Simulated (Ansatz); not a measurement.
# Nb: pressure against volume scale

All results are calculated (Ansatz 0.2.0). Periodic Kohn-Sham DFT of a crystal at fixed atoms, scaled to volume_scale times the given cell; pressure positive in compression, energy less spherical unpolarised free atoms, largest_vzz the field gradient of largest size among the nuclei.

The cell before it is scaled or strained (space group Im-3m, No. 229):
```
CELL_PARAMETERS angstrom
-1.65490 1.65490 1.65490
1.65490 -1.65490 1.65490
1.65490 1.65490 -1.65490
ATOMIC_POSITIONS crystal
Nb 0.00000 0.00000 0.00000
```

Settings of every row: method frozen-core PAW; functional PBE; relativity scalar; k mesh 16x16x16; filling fermi-dirac; smearing width 0.08 eV; wave cutoff 420 eV; paw set soft_2.

Atom start moment: 0 on all atoms.

```csv
row,volume scale,V (Å³/atom),pressure (GPa)
1,0.96,17.404,7.505
2,0.98,17.766,?
3,1,18.129,-0.003
4,1.02,18.492,-3.243
5,1.04,18.854,-6.184
```

Question: what pressure should row 2 give?

Worked fit of pressure. Take u = (V_r/V)^(2/3) − 1 with V_r = 18.311 Å³ an atom, which is twice the finite (Eulerian) strain; such expansions in the strain, on which the Birch-Murnaghan equation of state is built, carry the rest volume and the bulk modulus. The shown rows have u = 0.03445, 0.00668, -0.00654, -0.01929. Least squares give pressure = −1.667 + 245.612 × u + 598.36 × u² GPa; a straight line predicts inner rows, each left out in turn, worse (root mean square 0.26 against 0.0095 GPa). The rows lie off it by 0.001, -0.003, 0.005, -0.002 (root mean square 0.0031 GPa). The pressure vanishes at u = 0.0067, or V = 18.13 Å³ an atom, and there the bulk modulus at fixed shape and fractions is B = −V dP/dV = (2/3)(1 + u) dP/du = 170 GPa. The withheld row has u = 0.02035, so the fit gives −1.667 + 245.612 × (0.02035) + 598.36 × (0.02035)² = 3.579 GPa.

The calculation gave 3.567 GPa. The fit lies 0.012 GPa (0.088 % of the column's range) above it; its largest miss of a shown row is 0.005 GPa.
